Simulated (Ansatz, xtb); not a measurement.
# Two isomers of CHCl2F2Ge

We compare I, `[F][Ge]([F])([Cl])[CH]Cl`, a doublet, with II, `F[CH][Ge]([F])([Cl])[Cl]`, a doublet. Both are isolated molecules in the gas phase, relaxed with PBE0-D3(BJ)/def2-SVP; the shapes shown needn't be the lowest conformers.

I (Å):

```xyz
7

C    -0.9161    0.5300   -0.0254
Cl   -0.6811   -0.1104   -3.3303
Cl   -0.6317   -1.0802    0.4041
F    -3.2817    0.7426   -1.8900
F    -1.3530    2.6629   -2.0060
Ge   -1.5824    0.9773   -1.7505
H    -0.6868    1.2884    0.7290
```

II (Å):

```xyz
7

C    -1.8010    1.8161   -1.2255
Cl   -1.3572   -1.2036   -2.6874
Cl   -1.3578   -0.8987    0.7458
F    -3.1189    1.8703   -1.2307
F     0.7565    0.4661   -1.1051
Ge   -0.9342    0.1227   -1.0750
H    -1.2862    2.7798   -1.3103
```

Estimate which is lower in electronic energy at CCSD(T)/def2-SVP + ΔMP2/def2-TZVPP, and by roughly how much.

The CCSD(T)/def2-SVP + ΔMP2/def2-TZVPP calculation puts structure I lower, by 37.6 kJ/mol.

Level by level:

| level | geometry | E(II) − E(I) (kJ/mol) | departure from the last row (kJ/mol) | job, with rough time for the two |
| --- | --- | --- | --- | --- |
| GFN2-xTB | GFN2-xTB | +5.0 | −32.6 | optimisation, 0.34 s |
| HF/STO-3G | GFN2-xTB | −126.7 | −164.4 | single point, 1.2 s |
| r2SCAN-D4/def2-SVP | GFN2-xTB | +14.6 | −23.1 | single point, 11 s |
| PBE0-D3(BJ)/def2-SVP | PBE0-D3(BJ)/def2-SVP | +13.7 | −23.9 | optimisation, 2.9 min |
| HF/def2-SVP | PBE0-D3(BJ)/def2-SVP | +11.9 | −25.7 | part of the CCSD(T) run |
| MP2/def2-SVP | PBE0-D3(BJ)/def2-SVP | +35.3 | −2.4 | part of the CCSD(T) run |
| CCSD(T)/def2-SVP | PBE0-D3(BJ)/def2-SVP | +31.1 | −6.5 | single point |
| CCSD(T)/def2-SVP + ΔMP2/def2-TZVPP | PBE0-D3(BJ)/def2-SVP | +37.6 |  | single point, 3.2 min |

As drawn, II has 1 C–F, 1 Cl–Ge in place of 1 F–Ge, 1 C–Cl.

HF/STO-3G puts the two in the other order. The largest departure from CCSD(T)/def2-SVP + ΔMP2/def2-TZVPP is that of HF/STO-3G, 164.4 kJ/mol. The last row adds to CCSD(T) the change of the MP2 difference between the two basis sets, here +6.5 kJ/mol.

With harmonic frequencies from PBE0-D3(BJ)/def2-SVP (ideal gas, rigid rotor, one conformer each, 400 K, 1 atm): on the last row, ΔE + ΔZPE = +37.8 kJ/mol. A mode under 50 cm⁻¹ makes harmonic enthalpies and free energies unreliable, so none is given.

Open shells are spin-unrestricted. The correlated steps freeze 22 core orbitals; the filled d shell of Ge is correlated, in a basis made for valence electrons. Run with Ansatz 0.2.0, xtb 6.7.1; the last row on 2 threads of Arm Neoverse V1 on a shared host.

Isomer I is favoured because fluorine sits on germanium and chlorine on carbon. Both isomers are carbon-centred radicals with a Ge–C bond, so the energy difference mainly reflects a halogen exchange. Fluorine binds more strongly than chlorine to either atom, but the gain is greater on the more electropositive germanium, where the bond is strongly polar. The α-halogen's different effect on the radical centre probably contributes too, though the total energies can't separate it from the bond exchange.

Every level except HF/STO-3G gives this order. The minimal basis probably fails because it has too little flexibility for electron-rich fluorine and for polarisation at germanium, which penalises the Ge–F bonds. In def2-SVP, correlation raises the preference from +11.9 kJ/mol with HF to +31.1 kJ/mol with CCSD(T), so the polar-bond argument alone doesn't account for its size. Zero-point motion hardly alters the gap. Without a barrier for the halogen exchange, the energies don't show whether II would convert to I.
